**Magnetisability of HCN across basis sets: cloud width, quadrupole and paramagnetic remainder**

The table holds the GIAO magnetisability, its anisotropy and the molar susceptibility of linear HCN at one fixed geometry, from non-relativistic gas-phase Kohn-Sham calculations with B3LYP in nine basis sets and LC-wPBE in aug-pcSseg-2. The program splits each row into parallel and perpendicular components, converts the parallel one into the width of the electron cloud, and writes the mean as the parallel part plus two thirds of the sum of a quadrupole term and a paramagnetic remainder G. It fits a constant anisotropy and a constant G to the nine rows without MINI, and also tries G proportional to the inverse orbital gap and an ordering by total energy. A constant G leaves an rms residual of 0.7 against a scatter of 4.1 (in 1e-30 J/T²), which shows only that G varies little, and it misses MINI by 30.5. MINI's ordinary-looking mean is a cancellation between too wide a cloud and a large G, while neither the gap nor the energy accounts for the order of the rows.

Isotropic magnetisability, its anisotropy and molar susceptibility of HCN, computed with PySCF 2.14.0 at the listed Kohn-Sham levels with GIAOs and density fitting, non-relativistic and in the gas phase. All rows share one PBE0-D3(BJ)/def2-SVP geometry. The anisotropy is the root of half the summed squared differences of the principal values.

## Program and output

```python
# Table: GIAO magnetisability, its anisotropy and molar susceptibility of linear HCN, PySCF, Kohn-Sham DFT,
# nine basis sets with B3LYP and one LC-wPBE row, fixed geometry. Tested: iso = par + (2/3)(e*Theta/4m + G),
# par = -(e^2/4m)<x2+y2>, with constant anisotropy (A) or constant G (B); also G ~ 1/gap and order by energy.
T = {
    'system': ['B3LYP/MINI', 'B3LYP/aug-cc-pVDZ', 'B3LYP/6-31++G(d,p)', 'B3LYP/def2-QZVP', 'B3LYP/def2-TZVP', 'B3LYP/cc-pVTZ', 'LC-wPBE/aug-pcSseg-2', 'B3LYP/def2-SVP', 'B3LYP/cc-pVDZ', 'B3LYP/3-21G'],
    'magnetisability': [-274.1, -273.1, -271.7, -270.4, -270.2, -268.2, -267.3, -262.7, -261.8, -261.8],  # 1e-30 J/T^2
    'magnetisability_anisotropy': [159.8, 112.0, 114.6, 115.4, 115.1, 114.4, 116.1, 111.0, 111.5, 107.0],  # 1e-30 J/T^2
    'susceptibility': [-16.51, -16.45, -16.36, -16.29, -16.27, -16.15, -16.1, -15.82, -15.77, -15.77],  # 1e-6 cm^3/mol
}
import numpy as np
from scipy import constants as c
from scipy.stats import spearmanr
S = T['system']; n = len(S); ix = {s: i for i, s in enumerate(S)}
iso = np.array(T['magnetisability']); A = np.array(T['magnetisability_anisotropy']); chi = np.array(T['susceptibility'])
# further outputs of the same runs, in table order: axial quadrupole (D A, centre of mass), perpendicular
# paramagnetic susceptibility (1e-6 cm3/mol), HOMO, LUMO (eV), energy (Eh), dipole (D), B (GHz), g factors
th = np.array([2.334, 2.312, 2.364, 2.367, 2.406, 2.376, 2.482, 2.103, 2.223, 1.718])
pa = np.array([37.403, 34.544, 34.656, 34.7, 34.646, 34.633, 34.638, 34.669, 34.594, 34.769])
ho = np.array([-11.581, -10.132, -10.115, -10.136, -10.116, -10.072, -13.415, -9.978, -9.870, -9.923])
lu = np.array([-1.225, -0.330, -0.202, -0.229, -0.081, 0.038, 0.498, 0.367, 0.453, 0.868])
en = np.array([-92.66882, -93.43702, -93.4281, -93.47005, -93.464, -93.46111, -93.39006, -93.35206, -93.43013, -92.90739])
mu = np.array([2.704, 3.052, 3.090, 3.050, 3.045, 2.996, 3.127, 2.846, 2.798, 2.741])
B = 44.29659e9; gnuc = 0.621; grot = {'B3LYP/6-31++G(d,p)': -0.1002, 'B3LYP/def2-SVP': -0.10048}
a0 = c.physical_constants['Bohr radius'][0]; conv = c.N_A * 0.1 * 1e-30 / 1e-6
kq = c.e / (4 * c.m_e) * (1e-21 / c.c) * 1e-10 / 1e-30
kg = c.e**2 * (c.h / (8 * np.pi**2 * B)) / (4 * c.m_p * c.m_e) * c.m_e / c.m_p * (c.m_p / c.m_e) / 1e-30
par = iso - 2 * A / 3; perp = iso + A / 3
w = -par * 1e-30 * 4 * c.m_e / (c.e * a0)**2
Q = kq * th; G = A - Q; gap = lu - ho
m = ix['B3LYP/MINI']; lc = ix['LC-wPBE/aug-pcSseg-2']; r = ix['B3LYP/def2-QZVP']
f = np.arange(n) != m; b = f & (np.arange(n) != lc)
rms = lambda x: np.sqrt(np.mean(x**2))
print("Magnetisabilities in 1e-30 J/T^2; rounding: iso, A 0.05; par 0.08; perp 0.07; G 0.06")
print(f"susceptibility = {conv:.6f} x iso, largest deviation {np.abs(chi - conv * iso).max():.4f} (rounding 0.008) 1e-6 cm3/mol")
print("level                   par    perp  <x2+y2>/a0^2  Q=eTheta/4m    G   gap/eV")
for i in range(n):
    print(f"{S[i]:21s}{par[i]:7.1f}{perp[i]:8.1f}{w[i]:10.2f}{Q[i]:13.1f}{G[i]:9.1f}{gap[i]:7.2f}")
A0 = A[f].mean(); G0 = G[f].mean(); k = (G[b] / gap[b]).sum() / (1 / gap[b]**2).sum()
rA = iso - (par + 2 * A0 / 3); rB = iso - (par + 2 * (Q + G0) / 3); rG = G - k / gap
print("shift from def2-QZVP:   iso     %    par  2/3 Q  2/3 G | iso-A  iso-B  G-k/gap")
for i in range(n):
    print(f"{S[i]:21s}{iso[i]-iso[r]:6.1f}{100*(iso[i]/iso[r]-1):6.1f}{par[i]-par[r]:7.1f}{2*(Q[i]-Q[r])/3:7.1f}"
          f"{2*(G[i]-G[r])/3:7.1f} |{rA[i]:6.1f}{rB[i]:7.1f}{rG[i]:8.1f}")
print(f"nine rows without MINI: ranges iso {np.ptp(iso[f]):.1f}, par {np.ptp(par[f]):.1f}, A {np.ptp(A[f]):.1f}, Q {np.ptp(Q[f]):.1f}, G {np.ptp(G[f]):.1f}")
print(f"scatter of iso {iso[f].std():.1f}; model A: A0 {A0:.1f}, rms {rms(rA[f]):.1f}, worst {S[np.argmax(np.abs(rA) * f)]}")
print(f"model B: G0 {G0:.1f}, rms {rms(rB[f]):.1f}, worst {S[np.argmax(np.abs(rB) * f)]}; MINI misses A by {rA[m]:.1f}, B by {rB[m]:.1f}")
sl = np.polyfit(par[f], iso[f], 1)[0]
print(f"slope of iso on par, nine rows: {sl:.2f} (1/3 if perp fixed, 1 if anisotropy fixed)")
print(f"G = k/gap on eight B3LYP rows: k {k:.0f}, rms {rms(rG[b]):.1f}; constant G rms {G[b].std():.1f}")
print(f"rank correlation of energy with iso, eight B3LYP rows: {spearmanr(en[b], iso[b])[0]:.2f}; with MINI {spearmanr(en[np.arange(n) != lc], iso[np.arange(n) != lc])[0]:.2f}")
for x, y in [('cc-pVDZ', 'aug-cc-pVDZ'), ('cc-pVDZ', 'cc-pVTZ'), ('def2-SVP', 'def2-TZVP'), ('cc-pVDZ', '3-21G'),
             ('cc-pVDZ', '6-31++G(d,p)'), ('aug-cc-pVDZ', 'MINI')]:
    i, j = ix['B3LYP/' + x], ix['B3LYP/' + y]
    print(f"{x} to {y}: iso {iso[j]-iso[i]:+.1f}, par {par[j]-par[i]:+.1f}, perp {perp[j]-perp[i]:+.1f}, "
          f"A {A[j]-A[i]:+.1f}, width {100*(w[j]/w[i]-1):+.1f}%, energy {en[j]-en[i]:+.3f} Eh")
kg = c.e**2 * (c.h / (8 * np.pi**2 * B)) / (4 * c.m_p * c.m_e) / 1e-30
N = pa / conv - G
print(f"para minus G: {N.min():.1f} to {N.max():.1f}; nuclear term from g_nuc {kg*gnuc:.1f} (rounding 0.4), {100*N[r]*conv/pa[r]:.0f}% of para at def2-QZVP")
dg = [G[ix[s]] + kg * g for s, g in grot.items()]
print("G against rotational g: " + "; ".join(f"{s[6:]} {G[ix[s]]:.1f} vs {-kg*g:.1f}" for s, g in grot.items()))
print(f"MINI against def2-QZVP: width {100*(w[m]/w[r]-1):+.1f}%, G {100*(G[m]/G[r]-1):+.0f}%, A {100*(A[m]/A[r]-1):+.0f}%")
t = ix['B3LYP/3-21G']
print(f"origin moved 0.1 A: 3-21G minus def2-QZVP, Q and G trade {kq*0.2*abs(mu[t]-mu[r]):.1f} of Q shift {Q[t]-Q[r]:.1f}")
assert np.abs(chi - conv * iso).max() < 0.01
assert 0.5 < sl < 1.0
assert np.argmin(par) == m and np.argmax(perp) == m
assert np.ptp(N) < 0.4 and max(abs(d) for d in dg) < 0.3
```

Printed output:

```
Magnetisabilities in 1e-30 J/T^2; rounding: iso, A 0.05; par 0.08; perp 0.07; G 0.06
susceptibility = 0.060221 x iso, largest deviation 0.0061 (rounding 0.008) 1e-6 cm3/mol
level                   par    perp  <x2+y2>/a0^2  Q=eTheta/4m    G   gap/eV
B3LYP/MINI            -380.6  -220.8     19.29         34.2    125.6  10.36
B3LYP/aug-cc-pVDZ     -347.8  -235.8     17.63         33.9     78.1   9.80
B3LYP/6-31++G(d,p)    -348.1  -233.5     17.65         34.7     79.9   9.91
B3LYP/def2-QZVP       -347.3  -231.9     17.61         34.7     80.7   9.91
B3LYP/def2-TZVP       -346.9  -231.8     17.59         35.3     79.8  10.04
B3LYP/cc-pVTZ         -344.5  -230.1     17.46         34.8     79.6  10.11
LC-wPBE/aug-pcSseg-2  -344.7  -228.6     17.47         36.4     79.7  13.91
B3LYP/def2-SVP        -336.7  -225.7     17.07         30.8     80.2  10.34
B3LYP/cc-pVDZ         -336.1  -224.6     17.04         32.6     78.9  10.32
B3LYP/3-21G           -333.1  -226.1     16.89         25.2     81.8  10.79
shift from def2-QZVP:   iso     %    par  2/3 Q  2/3 G | iso-A  iso-B  G-k/gap
B3LYP/MINI             -3.7   1.4  -33.3   -0.3   29.9 |  31.2   30.5    47.4
B3LYP/aug-cc-pVDZ      -2.7   1.0   -0.4   -0.5   -1.7 |  -0.7   -1.2    -4.5
B3LYP/6-31++G(d,p)     -1.3   0.5   -0.8   -0.0   -0.5 |   1.1    0.1    -1.7
B3LYP/def2-QZVP         0.0   0.0    0.0    0.0    0.0 |   1.6    0.6    -1.0
B3LYP/def2-TZVP         0.2  -0.1    0.4    0.4   -0.6 |   1.4   -0.0    -0.8
B3LYP/cc-pVTZ           2.2  -0.8    2.9    0.1   -0.8 |   0.9   -0.2    -0.5
LC-wPBE/aug-pcSseg-2    3.1  -1.1    2.6    1.1   -0.7 |   2.1   -0.1    21.5
B3LYP/def2-SVP          7.7  -2.8   10.6   -2.6   -0.4 |  -1.3    0.2     1.9
B3LYP/cc-pVDZ           8.6  -3.2   11.2   -1.4   -1.2 |  -1.0   -0.6     0.5
B3LYP/3-21G             8.6  -3.2   14.2   -6.3    0.7 |  -4.0    1.3     6.8
nine rows without MINI: ranges iso 11.3, par 15.0, A 9.1, Q 11.2, G 3.7
scatter of iso 4.1; model A: A0 113.0, rms 1.8, worst B3LYP/3-21G
model B: G0 79.8, rms 0.7, worst B3LYP/3-21G; MINI misses A by 31.2, B by 30.5
slope of iso on par, nine rows: 0.73 (1/3 if perp fixed, 1 if anisotropy fixed)
G = k/gap on eight B3LYP rows: k 809, rms 3.1; constant G rms 1.0
rank correlation of energy with iso, eight B3LYP rows: 0.47; with MINI 0.03
cc-pVDZ to aug-cc-pVDZ: iso -11.3, par -11.6, perp -11.1, A +0.5, width +3.5%, energy -0.007 Eh
cc-pVDZ to cc-pVTZ: iso -6.4, par -8.3, perp -5.4, A +2.9, width +2.5%, energy -0.031 Eh
def2-SVP to def2-TZVP: iso -7.5, par -10.2, perp -6.1, A +4.1, width +3.0%, energy -0.112 Eh
cc-pVDZ to 3-21G: iso +0.0, par +3.0, perp -1.5, A -4.5, width -0.9%, energy +0.523 Eh
cc-pVDZ to 6-31++G(d,p): iso -9.9, par -12.0, perp -8.9, A +3.1, width +3.6%, energy +0.002 Eh
aug-cc-pVDZ to MINI: iso -1.0, par -32.9, perp +14.9, A +47.8, width +9.5%, energy +0.768 Eh
para minus G: 495.5 to 495.6; nuclear term from g_nuc 495.5 (rounding 0.4), 86% of para at def2-QZVP
G against rotational g: 6-31++G(d,p) 79.9 vs 80.0; def2-SVP 80.2 vs 80.2
MINI against def2-QZVP: width +9.6%, G +56%, A +38%
origin moved 0.1 A: 3-21G minus def2-QZVP, Q and G trade 0.9 of Q shift -9.5
```
